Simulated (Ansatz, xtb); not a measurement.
**Relative energy of two isomers of C3H4F2**

Structure X: `FC1(F)CC1`, a singlet. Structure Y: `C=CC(F)F`, a singlet. Both are isolated molecules in the gas phase, relaxed with PBE0-D3(BJ)/def2-SVP; the shapes shown needn't be the lowest conformers.

X (Å):

```xyz
9

C    -2.5688   -1.1482   -1.3746
C    -1.3587   -1.0647   -2.2114
C    -1.5159   -2.1524   -1.1413
F    -2.7957   -0.2065   -0.4507
F    -3.7270   -1.5265   -1.9292
H    -0.6589   -0.2506   -2.0084
H    -1.4460   -1.3662   -3.2580
H    -0.9200   -2.0578   -0.2303
H    -1.7071   -3.1735   -1.4799
```

Y (Å):

```xyz
9

C    -1.9147   -0.3917    0.8494
C    -1.4479   -0.3166   -0.3943
C    -0.4097    0.6662   -0.8143
F     0.6717    0.0186   -1.3089
F    -0.8879    1.4533   -1.8070
H    -1.5510    0.2770    1.6365
H    -2.6767   -1.1215    1.1329
H    -1.8050   -0.9810   -1.1888
H    -0.0783    1.3148    0.0162
```

Quicker runs give these differences E(Y) − E(X): GFN2-xTB +23.8 kJ/mol; HF/STO-3G +34.6 kJ/mol (at GFN2-xTB geometries); r2SCAN-D4/def2-SVP −20.3 kJ/mol (at GFN2-xTB geometries).

Estimate which is lower in electronic energy at CCSD(T)/def2-SVP + ΔMP2/def2-TZVPP, and by roughly how much.

The CCSD(T)/def2-SVP + ΔMP2/def2-TZVPP calculation puts structure Y lower, by 47.2 kJ/mol.

How the difference moves with the method:

```csv
level,geometry,E(Y) − E(X) (kJ/mol),departure from the last row (kJ/mol),"job, with rough time for the two"
GFN2-xTB,GFN2-xTB,+23.8,+71.0,"optimisation, 0.085 s"
HF/STO-3G,GFN2-xTB,+34.6,+81.8,"single point, 0.35 s"
r2SCAN-D4/def2-SVP,GFN2-xTB,−20.3,+26.9,"single point, 4.9 s"
PBE0-D3(BJ)/def2-SVP,PBE0-D3(BJ)/def2-SVP,−12.4,+34.8,"optimisation, 29 s"
HF/def2-SVP,PBE0-D3(BJ)/def2-SVP,−45.8,+1.4,part of the CCSD(T) run
MP2/def2-SVP,PBE0-D3(BJ)/def2-SVP,−27.0,+20.1,part of the CCSD(T) run
CCSD(T)/def2-SVP,PBE0-D3(BJ)/def2-SVP,−37.2,+10.0,single point
CCSD(T)/def2-SVP + ΔMP2/def2-TZVPP,PBE0-D3(BJ)/def2-SVP,−47.2,,"single point, 34 s"
```

As drawn, Y has 1 C=C in place of 2 C–C. Structure X has a 3-membered ring, Y no ring.

GFN2-xTB, HF/STO-3G put the two in the other order. The largest departure from CCSD(T)/def2-SVP + ΔMP2/def2-TZVPP is that of HF/STO-3G, 81.8 kJ/mol. The last row adds to CCSD(T) the change of the MP2 difference between the two basis sets, here −10.0 kJ/mol.

With harmonic frequencies from PBE0-D3(BJ)/def2-SVP (ideal gas, rigid rotor, one conformer each, 298.15 K, 1 atm): on the last row, ΔE + ΔZPE = −47.5, ΔH = −45.9, ΔG = −52.3 kJ/mol.

The correlated steps freeze 5 core orbitals. Run with Ansatz 0.2.0, xtb 6.7.1; the last row on 1 thread of Arm Neoverse V1 on a shared host.

The open-chain alkene, 3,3-difluoropropene, lies below 1,1-difluorocyclopropane by 47.2 kJ/mol. Opening the ring trades a C–C σ bond for a weaker π bond, but the release of ring strain more than pays for it. Geminal fluorination probably adds to the driving force: fluorine prefers carbon orbitals rich in p character, whereas a three-membered ring claims that character for its own bonds. Both isomers keep the CF2 unit, so the stabilising interaction between geminal fluorines should largely cancel.

The close agreement of HF/def2-SVP with the best value is fortuitous. Correlation in that basis favours the compact ring, while the larger basis shifts the balance back towards the alkene. The wrong sign from HF/STO-3G fits the known bias of minimal bases towards small rings. Zero-point energy hardly matters, and the free energy favours the alkene slightly more than the enthalpy does, as expected for a floppier open chain. This preference says nothing about the rate of isomerisation, which requires both C–C cleavage and hydrogen migration.
